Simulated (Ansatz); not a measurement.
## Correcting a cheap level on carbon molecules

The dipole moment in D of 6 carbon molecules: x at r2SCAN-D4/def2-TZVPP, y as measured (NIST CCCBDB). Shapes, held fixed at every level: PBE0-D4/def2-TZVP. Programs: Ansatz 0.2.0.

```
                   molecule  x (D)  y (D)
        C2H3F (SMILES C=CF)   1.26   1.43
     C2H3Br (vinyl bromide)   1.45   1.42
       CH3F (fluoromethane)   1.73   1.85
       CH3I (methyl iodide)   1.77   1.62
      CH3Cl (chloromethane)   1.92      ?
C2H4F2 (1,1-difluoroethane)   2.14   2.27
```

Q: Fit y = c + s·x to the known rows and predict y for CH3Cl.

A: 
1. Means of the 5 rows: x = 1.6700, y = 1.718.
2. Σ(Δx)² = 0.451, Σ(Δx·Δy) = 0.4412, so the slope is 0.4412/0.451 = 0.97827.
3. Intercept: 1.718 − (0.97827) × 1.6700 = 0.084. The largest residual of the fit is 0.20.
4. CH3Cl: 0.084 + 0.97827 × 1.92 = 1.96 D.

The measured value is 1.87 D, so the prediction is off by +0.09 D, within the largest residual. Uncorrected, r2SCAN-D4/def2-TZVPP misses it by +0.05 D, and the other rows by 0.12 on average. The line makes this one worse. Left out in turn, the other rows are missed by 0.21 D on average, worse than no correction. For atoms past krypton def2 sets carry core potentials with scalar relativity. Relativity is left out for Br.

The error follows the halogen, not the size of the dipole. All three fluorides come out too low, while the chloride, bromide and iodide come out too high, only slightly so for vinyl bromide. A single line in x cannot remove errors of opposite sign at similar x, and the fluorides pull it upward just where chloromethane needs a downward shift.

A carbon–halogen dipole reflects both charge transfer and bond length. Fluorine draws the most charge over a short bond, whereas the heavier halogens draw less over a longer one, so the methyl halides have similar moments despite very different bond polarity. This balance is delicate enough that the calculation places methyl iodide above fluoromethane, the reverse of experiment. Too little charge transfer to fluorine, from the functional or from a lack of diffuse functions, would probably explain the low fluoride values, but the data cannot separate the two. The results argue against a common linear correction across halogens, without establishing that separate corrections would transfer to other molecules.
